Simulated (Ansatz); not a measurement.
# HfRu: the change of pressure with volume scale

All results are calculated (Ansatz 0.2.0). Periodic Kohn-Sham DFT of a crystal at fixed atoms, scaled to volume_scale times the given cell; pressure positive in compression, energy less spherical unpolarised free atoms, largest_vzz the field gradient of largest size among the nuclei.

The cell before it is scaled or strained (space group Pm-3m, No. 221):
```
HfRu
1.0
      3.2250     0.0000     0.0000
      0.0000     3.2250     0.0000
      0.0000     0.0000     3.2250
Hf Ru
1 1
Direct
  0.00000 0.00000 0.00000
  0.50000 0.50000 0.50000
```

Settings of every row: method all-electron PAW; functional PBEsol; relativity scalar; k mesh 11x11x11; filling fermi-dirac; smearing width 0.08 eV; nucleus gaussian.

Atom start moment: 0 on all atoms.

Limits: no spin-orbit coupling on heavy atoms.

| row | volume scale | V (Å³/atom) | pressure (GPa) |
| --- | --- | --- | --- |
| 1 | 0.94 | 15.765 | 10.97 |
| 2 | 0.96 | 16.1 | 5.817 |
| 3 | 0.98 | 16.436 | 1.168 |
| 4 | 0.99 | 16.603 | ? |
| 5 | 1 | 16.771 | -3.025 |
| 6 | 1.01 | 16.939 | -4.97 |
| 7 | 1.02 | 17.106 | -6.815 |
| 8 | 1.04 | 17.442 | -10.233 |
| 9 | 1.06 | 17.777 | -13.314 |

Question: what pressure should row 4 give?

Worked fit of pressure. Take u = (V_r/V)^(2/3) − 1 with V_r = 16.855 Å³ an atom, which is twice the finite (Eulerian) strain; such expansions in the strain, on which the Birch-Murnaghan equation of state is built, carry the rest volume and the bulk modulus. The shown rows have u = 0.04558, 0.03102, 0.01692, 0.00334, -0.00331, -0.00981, -0.02256, -0.03488. Least squares give pressure = −4.0134 + 293.37 × u + 771.6 × u² GPa; a straight line predicts inner rows, each left out in turn, worse (root mean square 0.4 against 0.0087 GPa). The rows lie off it by 0.009, -0.012, -0.003, 0.000, 0.006, 0.002, 0.006, -0.007 (root mean square 0.0067 GPa). The pressure vanishes at u = 0.0132, or V = 16.53 Å³ an atom, and there the bulk modulus at fixed shape and fractions is B = −V dP/dV = (2/3)(1 + u) dP/du = 212 GPa. The withheld row has u = 0.01009, so the fit gives −4.0134 + 293.37 × (0.01009) + 771.6 × (0.01009)² = -0.975 GPa.

The calculation gave -0.983 GPa. The fit lies 0.008 GPa (0.033 % of the column's range) above it; its largest miss of a shown row is 0.012 GPa.
